Question: Which compound is which in this set of seven?

I have bond lengths and elastic moduli for seven zincblende semiconductors, calculated with LDA, but the row labels are missing. I know which compounds are present, not their order. Can the rows be assigned without a valence-electron count, which would give the chemical family away? And how far can each assignment be trusted? The column headed "G over, site B" is the shear modulus divided by the bulk modulus. The table leaves out the bond lengths: for rows A to G, in that order, they are 2.335, 2.426, 2.523, 2.775, 2.411, 2.294 and 2.493 Å.

Zincblende semiconductors (space group F-43m), relaxed with Ansatz 0.2.0 in scalar-relativistic LDA without spin polarisation, using plane waves to 420 eV, PAW datasets made for PBE and Gamma-centred k meshes. The bulk and shear moduli are Voigt-Reuss-Hill averages at zero temperature, with ions relaxed under strains of amplitude 0.002. Candidates: ZnS, GaAs, GaP, CdTe, CdS, InP, ZnSe.

```
row  elastic bulk modulus (GPa)  shear modulus (GPa)  universal elastic anisotropy  G over, site B
  A                        90.1                 56.0                         0.430            0.62
  B                        74.3                 45.9                         0.460            0.62
  C                        71.2                 33.9                         0.660            0.48
  D                        46.2                 15.3                         0.920            0.33
  E                        71.8                 31.2                         0.810            0.43
  F                        86.5                 37.3                         0.880            0.43
  G                        68.1                 18.6                         1.300            0.27
```

Answer

Start with the bond length. Going from GaP to ZnS replaces each atom by its neighbour in the periodic table, and the two small changes in size largely cancel. The same holds for GaAs with ZnSe and for InP with CdS. CdTe has no such partner, and both its atoms come from the fifth period, so it should have the longest bond. Row D, 0.25 Å above the next longest, is therefore CdTe.

The other six rows form the pairs F and A, E and B, and G and C. The shortest pair must be ZnS and GaP, which have the smallest atoms. Covalent radii, roughly recalled, say that a heavier cation lengthens the bond by about 0.2 Å and a heavier anion by about 0.1 Å. That makes E and B the ZnSe–GaAs pair, and G and C the CdS–InP pair.

The bulk modulus does little to order the members of a pair. It mostly repeats the bond length: a power law fitted to all seven rows has a typical miss of 5% in the bulk modulus. Within each pair the two bulk moduli differ by only about 3 to 4%.

The shear modulus separates them clearly. Row F has 37.3 GPa where row A has 56.0 GPa, and rows E and G are likewise much softer in shear than their partners. The remaining question is which family should be the soft one.

Uniform compression shortens bonds but keeps their angles, whereas shear changes the angles. Imagine a network in which each atom has four neighbours and the bonds resist only stretching. It would withstand compression but not a small shear. Real crystals of this type owe much of their shear stiffness to directional covalent bonds, which resist bending.

In a II-VI compound the bonding charge sits more on the anion, and the bond is less directional than in its III-V neighbour. This is established chemistry, brought in from outside the table. It makes the soft members F, E and G into ZnS, ZnSe and CdS, and leaves A, B and C as GaP, GaAs and InP. Germanium, the non-polar neighbour of GaAs and ZnSe, continues the series at the other end, with still greater resistance to bending relative to stretching.

CdTe is the surest assignment. The order within each pair is also sure, once the bending argument is accepted. The weakest point is the cut between the pairs E–B and G–C, a step of only 0.067 Å in bond length. Without bond lengths, rows C and E would be ambiguous, because their bulk moduli are almost equal and their shear moduli differ by less than 3 GPa.

Here are the labels.

The rows with their labels:

```
formula  element on site A  Z A  element on site B  Z B  valence electrons  volume per atom (Å³)  shortest distance (Å)    k mesh  elastic bulk modulus (GPa)  shear modulus (GPa)  universal elastic anisotropy  G over, site B
    ZnS                 Zn   30                  S   16                 18                 18.58                  2.294  10×10×10                        86.5                 37.3                         0.880            0.43
   ZnSe                 Zn   30                 Se   34                 18                 21.57                  2.411     8×8×8                        71.8                 31.2                         0.810            0.43
    GaP                 Ga   31                  P   15                  8                 19.59                  2.335     8×8×8                        90.1                 56.0                         0.430            0.62
   GaAs                 Ga   31                 As   33                  8                 21.99                  2.426  12×12×12                        74.3                 45.9                         0.460            0.62
    CdS                 Cd   48                  S   16                 18                 23.85                  2.493     8×8×8                        68.1                 18.6                         1.300            0.27
   CdTe                 Cd   48                 Te   52                 18                 32.90                  2.775     8×8×8                        46.2                 15.3                         0.920            0.33
    InP                 In   49                  P   15                  8                 24.73                  2.523  10×10×10                        71.2                 33.9                         0.660            0.48
```

All seven assignments are right. The shear modulus falls by 33% from GaP to ZnS, by 32% from GaAs to ZnSe and by 45% from InP to CdS. Since size and bulk modulus hardly change within a pair, neither can account for such drops. The valence counts of 18 and 8 are no explanation either: they include the d electrons of Zn and Cd but leave out those of Ga and In.

The lower shear stiffness matters when ZnSe is grown on GaAs for light emitters, because a strained film changes its shape as well as its volume. The stress in a (001) film at a given in-plane strain is set by the biaxial modulus, which is 30% lower for ZnSe than for GaAs. An engineer who judged by the bulk modulus would expect a ZnSe film to carry almost the same stress as an equally strained GaAs film. The strain itself should come from measured lattice constants, because the mismatch is small enough for LDA to get its sign wrong.

A spring model due to Keating turns the bending argument into numbers. Give each bond a stretching constant a and each angle a bending constant b, and let L be a quarter of the cubic cell edge. With K for the bulk modulus, and C′ and C44 for the two shear constants of the cubic crystal, the model gives

K = (3a + b) / (12L)
C′ = b / (2L)
C44 = ab / [(a + b)L]

Both shear constants vanish when b does, as in the stretch-only network. The first two equations give b/a, and the third then predicts C44:

b/a = 3C′ / (6K − C′)
C44 = 2C′ / (1 + b/a)

For ZnS, K is 86.5 GPa and C′, from the same calculation, is 22.67 GPa:

b/a = 3 × 22.67 / (6 × 86.5 − 22.67) = 0.137
C44 = 2 × 22.67 / 1.137 = 39.9 GPa

The ratio b/a is 0.235 for GaP, so in this model ZnS resists bending much less, relative to stretching. That restates K and C′ in the language of springs; the test is C44, which was not used to set the constants. The calculated C44 of ZnS is 52.1 GPa, 31% above the prediction.

The model predicts too small a C44 in every row, as the output below shows. The excess of the calculated value over the prediction runs from 12% in GaP to 46% in CdS, and in each pair it is larger for the II-VI member. Springs between near neighbours leave out the long-range Coulomb forces between charged ions, a plausible reason for this pattern. The calculations do not separate that contribution. Nor do they show how far the drop in shear stiffness is affected by LDA, which places the cation d states too shallow, or by the PAW datasets, which were made for another functional, PBE.

The table shows the same failure through the universal elastic anisotropy, which is zero for an isotropic crystal. In the spring model C44 stays below twice C′, which, for bending constants as small as those found here, keeps this anisotropy below 0.6. Only GaP and GaAs obey that limit. The model is thus a good guide to why bending matters, but a poor source of shear constants for the more ionic crystals.

For another unlabelled set, compare crystals of similar bond length before looking at the shear modulus. A single dividing value of the shear-to-bulk ratio would be risky: InP has 0.48, closer to the 0.43 of ZnSe than to the 0.62 of GaP. The heavier cation evidently lowers the ratio too, and these data do not settle why.

Numerical output:

```
Spring model, moduli in GPa:
   row     C'  bend/stretch  C44 springs  C44 computed  computed/springs
   ZnS  22.67        0.1371        39.88         52.07             1.306
  ZnSe  19.35        0.1411        33.92         43.03             1.268
   GaP  39.27         0.235         63.6         71.04             1.117
  GaAs  31.91        0.2313        51.83         58.62             1.131
   CdS  10.24       0.07712        19.01         27.76              1.46
  CdTe   9.23        0.1033        16.73         21.56             1.289
   InP  21.99        0.1628        37.83         45.41               1.2
fit of lnB on 7 rows: constant 7.303 +/- 0.34, coefficient of lnd -3.372 +/- 0.38; rms 0.0489, worst InP -0.0832, leave-one-out rms 0.0749
Typical miss of bulk modulus from bond length alone, %: 4.885
Bond GaP less ZnS, A: 0.041
Bond GaAs less ZnSe, A: 0.015
Bond InP less CdS, A: 0.03
Step between pairs, ZnSe less GaP, A: 0.076
Step between pairs, CdS less GaAs, A: 0.067
Step CdTe less InP, A: 0.252
Bulk modulus span of the middle four, GPa: 6.2
Bulk modulus change GaP to ZnS, %: -3.996
Bulk modulus change GaAs to ZnSe, %: -3.365
Bulk modulus change InP to CdS, %: -4.354
Shear modulus change GaP to ZnS, %: -33.39
Shear modulus change GaAs to ZnSe, %: -32.03
Shear modulus change InP to CdS, %: -45.13
C' change GaP to ZnS, %: -42.27
C' change GaAs to ZnSe, %: -39.35
C' change InP to CdS, %: -53.44
C44 change GaP to ZnS, %: -26.7
C44 change GaAs to ZnSe, %: -26.6
C44 change InP to CdS, %: -38.87
Upper bound of universal anisotropy in the spring model: 0.6
Biaxial (001) modulus change GaAs to ZnSe, %: -29.84
```
